**Levels of theory for the O–Si stretch of HO–SiH₂⁻**

The table holds a rigid scan of the O–Si distance with CCSD(T), MP2, r2SCAN-D4 and PBE-D4 energies in def2-TZVPPD, counted from the PBE0-D4 minimum, together with the T1 diagnostic. The program fits a Morse curve to all rows and a quartic in $1-r_0/r$ to the rows near the well, and it tests whether each level's error against CCSD(T) is a shift of the curve plus a change of scale. The two-parameter model reproduces the PBE and r2SCAN errors to about 0.002 eV rms, with PBE about 0.02 Å too long and 11 % too soft, but it does not describe the small MP2 differences. The output also lists the largest errors by range against $kT$ and 1 kcal/mol, the split of the energy at 1.442 Å into Hartree–Fock and correlation parts, and formal operation counts.

Rigid scan of the O–Si distance in gas-phase HO–SiH₂⁻, with all else held as in the PBE0-D4/def2-TZVP minimum (1.759 Å), where the energy at each level is set to zero. Energies were computed with Ansatz 0.2.0 in the def2-TZVPPD basis, with frozen cores in MP2 and CCSD(T).

## Script

```python
# Table: rigid O-Si stretch of HO-SiH2(-), energies (eV) from the PBE0-D4 minimum; Ansatz 0.2.0, def2-TZVPPD,
# CCSD(T), MP2 (frozen core), PBE-D4, r2SCAN-D4. Tested: Morse form, local quartic, shift+scale error model.
T = {
    'x': [1.442, 1.516, 1.625, 1.752, 1.759, 1.892, 2.043, 2.204, 2.373, 2.55],  # Å
    'ccsd_t': [1.8081, 0.9227, 0.2371, 0.0015, 0.0, 0.1116, 0.4262, 0.8345, 1.2605, 1.6649],  # eV
    'pbe_d4': [1.8556, 0.9692, 0.2691, 0.0033, 0.0, 0.0706, 0.3352, 0.692, 1.0713, 1.4343],  # eV
    'r2scan_d4': [1.7343, 0.8759, 0.2182, 0.0009, 0.0, 0.118, 0.4306, 0.832, 1.2497, 1.6452],  # eV
    'mp2': [1.8149, 0.928, 0.2399, 0.0016, 0.0, 0.1091, 0.4223, 0.8316, 1.2624, 1.6754],  # eV
    'err': [-0.0738, -0.0468, -0.0189, -0.0006, 0.0, 0.0064, 0.0044, -0.0025, -0.0108, -0.0197],  # eV
    't1': [0.014, 0.014, 0.014, 0.015, None, 0.015, 0.017, 0.018, 0.02, 0.023],
}
import numpy as np
from scipy.optimize import least_squares
from scipy.interpolate import CubicSpline
from scipy import constants as C
r0 = 1.75858  # PBE0-D4 minimum, from the outputs of the same runs
x = np.array(T['x'], float); i0 = int(np.argmin(abs(x - r0))); x[i0] = r0
L = {'CCSD(T)': 'ccsd_t', 'MP2': 'mp2', 'r2SCAN': 'r2scan_d4', 'PBE': 'pbe_d4'}
E = {n: np.array(T[k], float) for n, k in L.items()}
ref = E['CCSD(T)']; D = {n: E[n] - ref for n in list(L)[1:]}
kT = C.k*298.15/C.e; kcal = 1000*C.calorie/C.N_A/C.e
print(f"kT(298 K) {kT:.4f} eV; 1 kcal/mol {kcal:.4f} eV; rounding: energy 0.00005 eV, difference 0.0001 eV")
mo = lambda p, r: p[0]*((1-np.exp(-p[1]*(r-p[2])))**2 - (1-np.exp(-p[1]*(r0-p[2])))**2)
print("Morse, all rows: De(eV) a(1/A) re(A) k(eV/A2) rms(eV) worst fit-table (eV) at r")
for n in L:
    s = least_squares(lambda p: mo(p, x) - E[n], [3.2, 1.6, 1.77]); p = s.x; j = np.argmax(abs(s.fun))
    print(f" {n:8s}{p[0]:6.2f}{p[1]:7.3f}{p[2]:8.4f}{2*p[0]*p[1]**2:7.2f}{np.sqrt(np.mean(s.fun**2)):8.4f}{s.fun[j]:+8.4f} at {x[j]:.3f}")
m = (x > 1.5) & (x < 2.1); y = 1 - r0/x
mu = 17*30/47*C.atomic_mass  # mass numbers of rigid OH and SiH2
print("Quartic in 1-r0/r, rows 1.516-2.043: re(A) k(eV/A2) own min(eV) two-body cm-1, max resid(eV)")
Q = {}
for n in L:
    A = np.vander(y[m], 5)[:, :4]; c = np.linalg.lstsq(A, E[n][m], rcond=None)[0]
    P = np.poly1d(np.append(c, 0.0)); rt = P.deriv().roots
    ye = rt[np.argmin(abs(rt))].real; re = r0/(1-ye); k = P.deriv(2)(ye)*(r0/re**2)**2
    w = np.sqrt(k*C.e*1e20/mu); Q[n] = (re, k, w)
    print(f" {n:8s}{re:8.4f}{k:7.2f}{P(ye):+9.4f}{w/(2*np.pi*C.c*100):6.0f}{max(abs(P(y[m])-E[n][m])):8.4f}")
q = Q['CCSD(T)']
print(f"CCSD(T) zero-point turning distance {np.sqrt(C.hbar/(mu*q[2]))*1e10:.3f} A")
f = CubicSpline(x, ref)
print(f"CCSD(T) spline slope {float(f(x[0],1)):.1f} eV/A at {x[0]:.3f}, {float(f(x[-1],1)):.1f} at {x[-1]:.3f}; last step rises {ref[-1]-ref[-2]:.3f} eV")
print(f"a rounding of 0.0005 A in r is worth {abs(float(f(x[0],1)))*5e-4:.4f} eV on the wall")
sh = lambda d: f(x-d) - f(r0-d)
print("Shift+scale model: shift(A) scale(%) rms(eV) | quartic: d re(A) d k(%) d freq(%)")
M = {}
for n in D:
    s = least_squares(lambda p: (1+p[1])*sh(p[0]) - E[n], [0.0, 0.0]); d, sc = s.x
    M[n] = (sh(d) - ref, sc*sh(d), s.fun)
    print(f" {n:8s}{d:+8.4f}{100*sc:+7.2f}{np.sqrt(np.mean(s.fun**2)):8.4f} |{Q[n][0]-q[0]:+8.4f}{100*(Q[n][1]/q[1]-1):+7.1f}{100*(Q[n][2]/q[2]-1):+7.1f}")
print("r(A)   MP2-CC | r2SCAN-CC shift scale resid | PBE-CC shift scale resid (eV) | PBE %")
for i in range(len(x)):
    if i == i0 or abs(x[i]-r0) < 0.01: continue
    g = lambda n: f"{D[n][i]:+.4f} " + " ".join(f"{v[i]:+.3f}" for v in M[n])
    print(f"{x[i]:.3f} {D['MP2'][i]:+.4f} | {g('r2SCAN')} | {g('PBE')} | {100*D['PBE'][i]/ref[i]:+.1f}")
print("Largest |error| (eV): r<1.6, 1.6-1.9, r>1.9; rows over kT, over 1 kcal/mol (of 9)")
for n in D:
    a = abs(D[n])
    print(f" {n:8s}{a[x<1.6].max():8.4f}{a[(x>1.6)&(x<1.9)].max():8.4f}{a[x>1.9].max():8.4f}  {int((a>kT).sum())} {int((a>kcal).sum())}")
# outputs of the same runs, (minimum, r = 1.442), eV
hf = (-9948.02031, -9946.42143); cc = (-11.23708, -11.06243)
m2 = (-2.36215-8.253459, -2.316854-8.082718); d4p = (-0.085154, -0.088382); d4r = (-0.019207, -0.019739)
dd = lambda t: t[1] - t[0]; tr = ref[0] - dd(hf) - dd(cc)
print(f"At 1.442: HF {dd(hf):.3f}, CCSD corr {dd(cc):+.3f}, triples {tr:+.3f}, MP2 corr {dd(m2):+.3f} eV")
print(f" HF-CC {dd(hf)-ref[0]:+.3f}, CCSD-CC {-tr:+.3f}, MP2 corr less CCSD corr {dd(m2)-dd(cc):+.3f} eV")
print(f" D4 part: PBE {dd(d4p):+.4f}, r2SCAN {dd(d4r):+.4f} eV")
t1 = [t for t in T['t1'] if t is not None]
print(f"T1 {t1[0]:.3f} to {t1[-1]:.3f}; rows at or above 0.020: {sum(t >= 0.02 for t in t1)}")
o, v = 7, 126; N = 13 + v  # active occupied, virtual, all orbitals (outputs); about 10 CCSD cycles
print(f"Formal counts: MP2 oN^4 {o*N**4:.0e}, CCSD 10 o^2v^4 {10*o**2*v**4:.0e}, (T) o^3v^4 {o**3*v**4:.0e}")
print(f"Doubling the size: DFT x{2**3}-{2**4}, MP2 x{2**5}, CCSD x{2**6}, (T) x{2**7}")
assert np.all(np.diff(D['PBE']) < 0)
assert abs(D['MP2']).max() < kT
assert Q['r2SCAN'][0] < q[0] < Q['PBE'][0]
assert np.all(np.diff(t1) >= 0)
```

Output:

```
kT(298 K) 0.0257 eV; 1 kcal/mol 0.0434 eV; rounding: energy 0.00005 eV, difference 0.0001 eV
Morse, all rows: De(eV) a(1/A) re(A) k(eV/A2) rms(eV) worst fit-table (eV) at r
 CCSD(T)   2.98  1.751  1.7701  18.31  0.0084 +0.0139 at 1.516
 MP2       3.04  1.734  1.7717  18.25  0.0094 +0.0154 at 1.516
 r2SCAN    2.92  1.761  1.7659  18.09  0.0090 +0.0148 at 1.516
 PBE       2.60  1.772  1.7872  16.35  0.0089 +0.0147 at 1.516
Quartic in 1-r0/r, rows 1.516-2.043: re(A) k(eV/A2) own min(eV) two-body cm-1, max resid(eV)
 CCSD(T)   1.7672  17.98  -0.0007   671  0.0000
 MP2       1.7684  17.89  -0.0009   670  0.0000
 r2SCAN    1.7625  17.76  -0.0001   667  0.0000
 PBE       1.7844  15.94  -0.0056   632  0.0000
CCSD(T) zero-point turning distance 0.068 A
CCSD(T) spline slope -14.9 eV/A at 1.442, 2.1 at 2.550; last step rises 0.404 eV
a rounding of 0.0005 A in r is worth 0.0074 eV on the wall
Shift+scale model: shift(A) scale(%) rms(eV) | quartic: d re(A) d k(%) d freq(%)
 MP2      +0.0002  +0.29  0.0031 | +0.0011   -0.5   -0.3
 r2SCAN   -0.0034  -1.51  0.0019 | -0.0047   -1.2   -0.6
 PBE      +0.0184 -11.36  0.0023 | +0.0171  -11.4   -5.8
r(A)   MP2-CC | r2SCAN-CC shift scale resid | PBE-CC shift scale resid (eV) | PBE %
1.442 +0.0068 | -0.0738 -0.050 -0.027 -0.003 | +0.0475 +0.281 -0.237 -0.004 | +2.6
1.516 +0.0053 | -0.0468 -0.031 -0.013 +0.002 | +0.0465 +0.176 -0.125 +0.005 | +5.0
1.625 +0.0028 | -0.0189 -0.012 -0.003 +0.003 | +0.0320 +0.070 -0.035 +0.003 | +13.5
1.892 -0.0025 | +0.0064 +0.006 -0.002 -0.002 | -0.0410 -0.034 -0.009 -0.002 | -36.7
2.043 -0.0039 | +0.0044 +0.009 -0.007 -0.002 | -0.0910 -0.050 -0.043 -0.002 | -21.4
2.204 -0.0029 | -0.0025 +0.009 -0.013 -0.001 | -0.1425 -0.054 -0.089 +0.000 | -17.1
2.373 +0.0019 | -0.0108 +0.009 -0.019 +0.000 | -0.1892 -0.051 -0.137 +0.001 | -15.0
2.550 +0.0105 | -0.0197 +0.008 -0.025 +0.002 | -0.2306 -0.045 -0.184 +0.001 | -13.9
Largest |error| (eV): r<1.6, 1.6-1.9, r>1.9; rows over kT, over 1 kcal/mol (of 9)
 MP2       0.0068  0.0028  0.0105  0 0
 r2SCAN    0.0738  0.0189  0.0197  2 2
 PBE       0.0475  0.0410  0.2306  8 6
At 1.442: HF 1.599, CCSD corr +0.175, triples +0.035, MP2 corr +0.216 eV
 HF-CC -0.209, CCSD-CC -0.035, MP2 corr less CCSD corr +0.041 eV
 D4 part: PBE -0.0032, r2SCAN -0.0005 eV
T1 0.014 to 0.023; rows at or above 0.020: 2
Formal counts: MP2 oN^4 3e+09, CCSD 10 o^2v^4 1e+11, (T) o^3v^4 9e+10
Doubling the size: DFT x8-16, MP2 x32, CCSD x64, (T) x128
```
